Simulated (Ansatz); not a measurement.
## Al: energy change per atom and pressure as volume scale varies

Plane-wave DFT, scalar-relativistic PAW made under PBE with cores redone for the functional, no dispersion; the given relaxed cell is scaled uniformly, energy at zero smearing counts from the unscaled cell, pressure at the given Fermi-Dirac smearing is positive in compression. The results are calculated, by Ansatz 0.2.0.

The cell before it is scaled or strained (space group P6_3/mmc, No. 194):
```
CELL_PARAMETERS angstrom
2.82310 0.00000 0.00000
-1.41150 2.44480 0.00000
0.00000 0.00000 9.25460
ATOMIC_POSITIONS crystal
Al 0.00000 0.00000 0.00000
Al 0.00000 0.00000 0.50000
Al 0.33333 0.66667 0.25000
Al 0.66667 0.33333 0.75000
```

Settings of every row: spin polarised no; functional r2SCAN; wave cutoff 500 eV; smearing width 0.1 eV; k mesh 14x14x4.

Atom starting moment: 0 on all atoms.

Limits: the cell comes from a prototype or a list of computed structures and needn't be the stable phase.

```
row  volume scale  V (Å³/atom)  energy change per atom (meV)  pressure (GPa)
  1          0.88       14.052                         81.44           15.37
  2          0.92       14.691                         33.32            9.13
  3          0.96        15.33                          7.59            4.08
  4          1.04       16.607                          7.06           -3.28
  5          1.08       17.246                             ?               ?
  6          1.12       17.885                         54.12              -8
```

Question: what energy change per atom and pressure should row 5 give?

Worked fit of energy change per atom. Take u = (V_r/V)^(2/3) − 1 with V_r = 15.33 Å³ an atom, which is twice the finite (Eulerian) strain; such expansions in the strain, on which the Birch-Murnaghan equation of state is built, carry the rest volume and the bulk modulus. The shown rows have u = 0.05975, 0.02879, 0, -0.05194, -0.09766. Least squares give energy change per atom = 7.747 + 582.79 × u + 10843.8 × u² meV; a straight line predicts inner rows, each left out in turn, worse (root mean square 31 against 0.42 meV). The rows lie off it by 0.16, -0.19, -0.16, 0.33, -0.13 (root mean square 0.21 meV). The withheld row has u = -0.07551, so the fit gives 7.747 + 582.79 × (-0.07551) + 10843.8 × (-0.07551)² = 25.57 meV.

The calculation gave 25.9 meV. The fit lies 0.33 meV (1.3 % of the value, 0.44 % of the column's range) below it; its largest miss of a shown row is 0.33 meV.

Worked fit of pressure. Take u = (V_r/V)^(2/3) − 1 with V_r = 15.33 Å³ an atom, which is twice the finite (Eulerian) strain; such expansions in the strain, on which the Birch-Murnaghan equation of state is built, carry the rest volume and the bulk modulus. The shown rows have u = 0.05975, 0.02879, 0, -0.05194, -0.09766. Least squares give pressure = 4.092 + 163.89 × u + 411.7 × u² GPa; a straight line predicts inner rows, each left out in turn, worse (root mean square 1.2 against 0.039 GPa). The rows lie off it by 0.02, -0.02, -0.01, 0.03, -0.01. The pressure vanishes at u = -0.0268, or V = 15.97 Å³ an atom, and there the bulk modulus at fixed shape and fractions is B = −V dP/dV = (2/3)(1 + u) dP/du = 92 GPa. Letting shape and atoms relax would as a rule lower it, by much in layered, chain or molecular crystals. The withheld row has u = -0.07551, so the fit gives 4.092 + 163.89 × (-0.07551) + 411.7 × (-0.07551)² = -5.94 GPa.

The calculation gave -5.91 GPa. The fit lies 0.03 GPa (0.13 % of the column's range) below it; its largest miss of a shown row is 0.03 GPa.
